## Appendix: The three-site Hall effect of small polarons, compared across rings, materials and temperatures

**Conventions.** A carrier of charge $q$ moves among orthogonal site orbitals with $\langle j|H|k\rangle=t_{jk}=-J_{jk}$, real at $B=0$, so that $J>0$ between s orbitals. A field $B\hat z$ multiplies the hop $k\to j$ by $\exp[(iq/\hbar)\int_k^j\mathbf A\cdot d\mathbf l]$. The signed Hall mobility is defined by $\mathbf v_\perp=\mu_HB\,\mathbf v_\parallel\times\hat z$. A free carrier has $\mu_H=q\tau/m$, and the Hall coefficient shares the sign of $\mu_H$. Throughout, $\beta=1/k_BT$.

### Interference term

A two-site rate contains $|J_{12}|^2$ and no phase. The lowest term odd in $B$ needs a closed path (Holstein 1961; Friedman and Holstein 1963). Number a triangle of area $A$ counterclockwise and place the loop phase $\phi=qBA/\hbar$ on the hop $1\to2$. The amplitude to second order is

$$T_{21}=-J_{12}e^{i\phi}+\frac{J_{23}J_{31}}{E_1-E_3+i0}.$$

The part of $|T_{21}|^2$ linear in $\phi$ selects the imaginary part $-\pi\delta(E_1-E_3)$ of the propagator and equals $2\pi\phi J_{12}J_{23}J_{31}\delta(E_1-E_3)$. The golden rule then gives

$$w\equiv\Delta W_{1\to2}=-\Delta W_{1\to3}=\frac{4\pi^2}{\hbar}\,\phi\,J_{12}J_{23}J_{31}\,\langle\delta(E_1-E_2)\,\delta(E_1-E_3)\rangle .\tag{A1}$$

The intermediate state conserves energy, so three levels must coincide. For an equilateral triangle of side 0.40 nm, $|\phi|=1.1\times10^{-4}$ at 1 T, and the linear term suffices.

### Coincidence energies

Let a local distortion lower level $i$ by $u_i$ at an elastic cost $u_i^2/4E_b$. With the carrier on site 1 the energy $\sum_iu_i^2/4E_b-u_1$ has its minimum $-E_b$ at $u_1=2E_b$. For classical vibrations the $u_i$ are independent Gaussians of variance $\sigma^2=2E_bk_BT$, centred at $2E_b$ on the occupied site and at zero elsewhere. Integrating the product of $n$ such Gaussians over a common $u$ gives

$$P_n=(2\pi\sigma^2)^{-(n-1)/2}\,n^{-1/2}\,e^{-\beta E_b(n-1)/n}.$$

With $W_H=E_b/2$ the pair costs $W_H$ and the triple $4W_H/3$:

$$W_2=\frac{2\pi}{\hbar}J^2P_2=\frac{J^2}{\hbar}\sqrt{\frac{\pi}{4W_Hk_BT}}\,e^{-\beta W_H},\qquad P_3=\frac{e^{-4\beta W_H/3}}{8\sqrt3\,\pi W_Hk_BT}.$$

Small site energies $\epsilon_i$ shift the Gaussians and multiply $P_n$, to first order in the exponent, by $e^{-\beta(\bar\epsilon-\epsilon_1)}$, with $\bar\epsilon$ the mean over the coinciding sites.

### Mobilities on the triangular lattice

A force $\mathbf f$ sets $\epsilon_i=-\mathbf f\cdot\mathbf r_i$, and the occupation stays uniform. A triangle with centroid $\mathbf r_c$ adds $\beta w\,(\mathbf r_2-\mathbf r_3)\,\mathbf f\cdot(\mathbf r_c-\mathbf r_1)$ to the velocity of a carrier on site 1. Summed over the three starting vertices this is $2A_g\beta w\,\mathbf f\times\hat z$, where $A_g$ is the area spanned by the three sites. Two triangles per site with $A=A_g=\sqrt3a^2/4$ give $\mathbf v_\perp=\sqrt3a^2\beta w\,\mathbf f\times\hat z$, six neighbours give $\mathbf v_\parallel=\tfrac32a^2\beta W_2\mathbf f$, and so $\mu_HB=2w/\sqrt3W_2$:

$$\mu_H=\frac{qa^2}{\hbar}\,J\sqrt{\frac{\pi}{12W_Hk_BT}}\;e^{-W_H/3k_BT},\qquad \mu_D=\frac32\frac{ea^2}{k_BT}W_2 .\tag{A2}$$

The Hall activation energy is $4W_H/3-W_H=W_H/3$. Two consequences are

$$\frac{|\mu_H|}{\mu_D}=\frac{2}{3\sqrt3}\frac{k_BT}{|J|}e^{2W_H/3k_BT},\qquad\frac{|\mu_H|^3}{\mu_D}=\frac{\pi}{18\sqrt3}\Big(\frac{ea^2}{\hbar}\Big)^2\frac{|J|}{W_H}.\tag{A3}$$

### Sign rule for an $n$-ring

On a larger ring the linear term again needs an imaginary part. The cheapest choice is one $\delta$ function and $n-3$ principal values: three sites coincide and the rest are virtual. At the triple coincidence the common level lies on average $2E_b/3=4W_H/3$ below an undistorted site. A virtual site 4 between sites 3 and 1 yields $t^{\rm eff}=t_{14}t_{43}/(-s)$ with $s=u-u_4$, that is $J^{\rm eff}=J_{14}J_{43}/s$. The average $g=\langle\mathcal P\,1/s\rangle=\int_0^\infty[p(s)-p(-s)]\,ds/s$ is positive, since the density $p(s)$ is a Gaussian of mean $4W_H/3>0$ and variance $4\sigma^2/3$. The ring therefore acts as a set of effective triangles carrying its full flux, and

$$\operatorname{sgn}\mu_H=\operatorname{sgn}\Big(q\prod_{\rm ring}J\Big).\tag{A4}$$

Reversing the sign of one orbital changes two factors, so the product is well defined. For an electron (A4) reads $(-1)^{n+1}\operatorname{sgn}\prod t$ in terms of the matrix elements. For a hole in filled orbitals, $h_i^\dagger=c_i$ turns $t_{ij}c_i^\dagger c_j$ into $-t_{ij}h_j^\dagger h_i$, so $J^h=-J^e$ and $q=+e$. A hole and an electron in the same orbitals thus have signs related by $(-1)^{n+1}$ (Holstein 1973; Emin 1977), equal on odd rings and opposite on even ones. For $n\ge5$ the rule needs $W_H\gg k_BT$. On a 5-ring the nearest-neighbour hop also has a fivefold coincidence of opposite sign, of relative size $\pi^2(4W_H/3)^2P_5/3P_3$ when the denominators are set to their mean. This is 0.20 for $W_H=0.18$ eV at 300 K, which reduces the term without reversing it.

Parity alone does not fix the sign, because $\prod J^e$ depends on the orbitals. Idealise an AsTe$_3$ pyramid with right angles at As and Te atoms on the $x$, $y$, $z$ axes. Each Te lone-pair p orbital is normal to its As–Te bond and is turned by $\psi$ out of the mirror plane, equally on all three. With two-centre integrals $V_\sigma>0$, $V_\pi<0$, orbitals $(0,\cos\theta,\sin\theta)$ and $(\sin\theta,0,\cos\theta)$, $\theta=\pi/4+\psi$, and the Te–Te direction $(-1,1,0)/\sqrt2$,

$$J^e=\tfrac14(V_\sigma-3V_\pi)\cos2\psi .$$

In a tetrahedral network two sp$^3$ hybrids on one atom couple by $V_1=(\epsilon_s-\epsilon_p)/4<0$. Adjacent bonding orbitals then have $t=V_1/2$, and antibonding orbitals oriented head to tail around a ring have $t=-V_1/2$.

| Orbitals | Ring | sgn $\prod J^e$ | Carrier | Hall sign |
|---|---|---|---|---|
| s-like | any $n$ | + | electron | n |
| s-like or Si bonding | odd | + | hole | n (anomalous) |
| s-like or Si bonding | even | + | hole | p |
| Te lone pairs, $\lvert\psi\rvert<45^\circ$ | 3 | + | hole | n (anomalous) |
| Te lone pairs, $\lvert\psi\rvert>45^\circ$ | 3 | − | hole | p |
| Si antibonding | odd | − | electron | p (anomalous) |
| Si antibonding | even | + | electron | n |
| Si antibonding, three bonds at one atom | 3 | + | electron | n |

Uniformly distributed $\psi$ averages $\cos^32\psi$ to zero. Within this lone-pair model an n-type Hall sign of holes in a-As$_2$Te$_3$ requires a preferred range of dihedral angles.

### Two controls on (A2)

The golden rule requires $W_2$ to lie below the adiabatic rate $(\omega/2\pi)e^{-\beta W_H}$. Their ratio $\eta=(2\pi J^2/\hbar\omega)\sqrt{\pi/4W_Hk_BT}$ sets the order of the relative correction.

For quantum vibrations, write the $\delta$ functions as time integrals. Their saddle divides the imaginary time $\hbar\beta$ equally among the $n$ sites. An oscillator displaced during $\hbar\tau$ out of $\hbar\beta$ carries the weight $\exp\{-(E_b/\hbar\omega)[\cosh y-\cosh(y-\hbar\omega\tau)]/\sinh y\}$, with $y=\beta\hbar\omega/2$. Taking $\tau=\beta/n$, using $E_b/\hbar\omega=\beta W_H/y$, and integrating the Gaussian fluctuations of the $n-1$ free times multiplies $P_n$ by

$$Q_n=\Big[\frac{\sinh y}{y\cosh y_n}\Big]^{\frac{n-1}2}\exp\Big\{\beta W_H\Big[\frac{2(n-1)}{n}-\frac{n(\cosh y-\cosh y_n)}{y\sinh y}\Big]\Big\},\quad y_n=\Big(1-\frac2n\Big)y .$$

Hence $\mu_D$ is multiplied by $Q_D=Q_2$ and $\mu_H$ by $Q_H=Q_3/Q_2$.

### Comparison of hole polarons

The inputs are approximate: anion–anion distances $a$, typical hopping energies and one representative mode energy. The transfer integral $|J|=0.005$ eV is an assumption, common to all rows and chosen to keep $\eta$ near or below 0.1. The mobilities are those of the triangular-lattice model (A2) in cm$^2$ V$^{-1}$ s$^{-1}$, before multiplication by $Q$.

| System | $a$ (nm) | $W_H$ (eV) | $\hbar\omega$ (eV) | $T$ (K) | $\lvert\mu_H\rvert$ | $\mu_D$ | ratio | $\eta$ | $Q_D$ | $Q_H$ |
|---|---|---|---|---|---|---|---|---|---|---|
| a-As$_2$Te$_3$ | 0.40 | 0.18 | 0.025 | 200 | $3.4\times10^{-3}$ | $2.5\times10^{-6}$ | $1.4\times10^{3}$ | 0.10 | 1.6 | 1.10 |
| a-As$_2$Te$_3$ | 0.40 | 0.18 | 0.025 | 300 | $9.0\times10^{-3}$ | $4.3\times10^{-5}$ | $2.1\times10^{2}$ | 0.082 | 1.2 | 1.03 |
| a-As$_2$Te$_3$ | 0.40 | 0.18 | 0.025 | 350 | $1.2\times10^{-2}$ | $9.3\times10^{-5}$ | $1.2\times10^{2}$ | 0.076 | 1.1 | 1.02 |
| a-Ge$_2$Sb$_2$Te$_5$ | 0.42 | 0.15 | 0.018 | 300 | $1.6\times10^{-2}$ | $1.7\times10^{-4}$ | 95 | 0.12 | 1.1 | 1.01 |
| a-SiO$_2$ | 0.26 | 0.16 | 0.060 | 300 | $5.2\times10^{-3}$ | $4.2\times10^{-5}$ | $1.2\times10^{2}$ | 0.036 | 2.1 | 1.16 |
| $\beta$-Ga$_2$O$_3$ | 0.28 | 0.40 | 0.070 | 300 | $1.7\times10^{-4}$ | $2.9\times10^{-9}$ | $6.0\times10^{4}$ | 0.020 | 8.5 | 1.54 |

**Temperature.** From 200 to 350 K the As$_2$Te$_3$ model raises $|\mu_H|$ by 3.4 and $\mu_D$ by 38. The second relation in (A3) contains no $T$, so $|\mu_H|\propto\mu_D^{1/3}$, prefactors included. The local Arrhenius slopes $-d\ln\mu/d\beta$ are $W_H/3-k_BT/2$ and $W_H-3k_BT/2$, or 0.047 and 0.141 eV at 300 K. A slope read from a Hall plot is thus smaller than $W_H/3=0.060$ eV, while the ratio of the two slopes remains one third.

**Binding energy.** Going from $W_H=0.18$ to 0.40 eV, with the change in $a$, lowers $|\mu_H|$ by 52 and $\mu_D$ by $1.5\times10^4$. The Hall angle is a conditional quantity: given that a pair coincides, the third level joins at the extra cost $W_H/3$. The Hall mobility therefore stays within two orders of magnitude of $10^{-2}$ across the table while the drift mobility spans five.

**Geometry and transfer integral.** The scale is $ea^2/\hbar$, 2.4 for the As$_2$Te$_3$ row and 1.0 for SiO$_2$ in the units of the table. This cancels from the ratio, which depends only on $k_BT/J$ and $\beta W_H$. The Hall mobility is linear in $J$ because three transfer integrals are divided by two.

**Vibrational quanta.** To order $y^2$ the drift exponent falls by $\beta W_Hy^2/12$ and the Hall exponent by $5\beta W_Hy^2/324$, since tunnelling assists the triple and the pair almost equally. The classical $\mu_H$ holds within about ten per cent for the tellurides. For the oxides $Q_D$ is large, and the classical $\mu_D$ is an order-of-magnitude statement.

**Ring size.** On a square lattice each plaquette holds four effective triangles with $A_g=a^2/2$ and flux area $a^2$, and $\mathbf v_\parallel=a^2\beta W_2\mathbf f$. Then $\mu_HB=4w/W_2$ with $J^3$ replaced by $J^4g$ in (A1), and

$$\frac{|\mu_H^{\square}|}{|\mu_H^{\triangle}|}=8|J|g\;\to\;\frac{6|J|}{W_H}\quad(W_H\gg k_BT).$$

For the As$_2$Te$_3$ inputs at 300 K, $g=4.8$ eV$^{-1}$ against the limit $3/4W_H=4.2$ eV$^{-1}$, the ratio is 0.19, and $|\mu_H^\square|=1.7\times10^{-3}$. The leading activation energy is still $W_H/3$, but for $J^e>0$ a hole is now p-type. Each added site costs a factor of order $J/W_H$, so the smallest rings set the sign unless they are rarer by a comparable factor.

**Orientation.** For sheets with random normal $\hat n$ conducting in parallel, $(\mathbf B\cdot\hat n)(\mathbf f\times\hat n)$ averages to $\tfrac13\mathbf f\times\mathbf B$ and the in-plane force to $\tfrac23\mathbf f$, which halves $\mu_H$. Missing triangles and mixed signs of $\prod J$ lower it further.

### Distance from typical behaviour

As typical knowledge, telluride glasses of both kinds combine a p-type thermopower with an n-type Hall sign and a weakly activated Hall mobility of roughly 0.1 cm$^2$ V$^{-1}$ s$^{-1}$ near room temperature. The model lies below this by factors of about 11 (As$_2$Te$_3$) and 6 (Ge$_2$Sb$_2$Te$_5$), and by twice as much after the orientation average. Reaching 0.1 with (A2) would need $J=0.056$ eV for As$_2$Te$_3$, where $\eta=10$ and the golden rule fails, so a polaron description of these glasses belongs at or beyond the adiabatic boundary. For holes in a-SiO$_2$ a typical early-time drift mobility is near $2\times10^{-5}$, and the model lies above it by about 2 classically and 4 with $Q_D$. For Ga$_2$O$_3$ typical estimates near $10^{-6}$ assume adiabatic hops, and the model's $Q_D\mu_D=2.4\times10^{-8}$ falls short by a factor of some tens; its classical adiabatic ceiling $\mu_D/\eta$ is $1.5\times10^{-7}$. What does not depend on the assumed size of $J$, as long as $\eta\ll1$, is the sign rule (A4) and the one-third relation between the Hall and drift slopes.